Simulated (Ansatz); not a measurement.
# Ligand exchange: Ge(CH3)(GeH3)(OH)2 + C3H8 → GeH(GeH3)(OH)2 + C4H10

Species: Ge(CH3)(GeH3)(OH)2, singlet; C3H8 (propane) `CCC`, singlet; GeH(GeH3)(OH)2, singlet; C4H10 (isobutane) `CC(C)C`, singlet. The partners trade CH3 for H: Ge–CH3 and C–H bonds give way to Ge–H and C–CH3.

Shapes, held fixed at every level: PBE0-D4/def2-TZVP. Flexible molecules stand in one conformer, not always the lowest. Programs: Ansatz 0.2.0. Electronic energies: no zero-point or thermal term.

Estimate ΔE of this reaction.

The highest level, CCSD(T)/def2-TZVPP, gives ΔE = +40.9 kJ/mol; the levels span +35.2 to +42.9. The column of differences is taken from that level and isn't an error. No measured value is set beside it here. Relativity is left out for Ge unless named. Correlated rows may include outer-core shells of Ge, which these sets cover unevenly.

```csv
level,kind,ΔE (kJ/mol),less CCSD(T)/def2-TZVPP
HF/def2-TZVPP,Hartree–Fock,+35.2,-5.7
PBE-D4/def2-TZVPP,GGA,+42.2,+1.3
r2SCAN-D4/def2-TZVPP,meta-GGA,+42.9,+2.0
B3LYP-D4/def2-TZVPP,global hybrid,+41.3,+0.4
wB97X-V/def2-TZVPP,range-separated hybrid,+37.5,-3.4
B2PLYP/def2-TZVPP,double hybrid,+41.7,+0.8
CCSD(T)/def2-TZVPP,coupled cluster or CI,+40.9,0.0
```

Every level makes the exchange endothermic, so methyl is better placed on germanium and hydrogen on carbon; the coupled-cluster value is +40.9 kJ/mol. The preference fits bond polarity. Germanium is more electropositive than carbon, and its two hydroxyl groups draw off further charge, so it gains more from binding carbon than from binding the less electronegative hydrogen. On the hydrocarbon side, a strong C–H bond gives way to a weaker C–C bond, and the new Ge–H bond doesn't make up the loss.

Hartree–Fock already gives most of the energy, at +35.2 kJ/mol, and correlation adds to it. Correlation is known to favour branched alkanes through attraction between groups on the same carbon, which by itself would help the isobutane side. The opposite net shift suggests that a larger correlation gain in the methylgermane outweighs this. The result supports an energetic preference for the reactants, but it neither separates the individual bond strengths nor says how fast the groups would exchange.
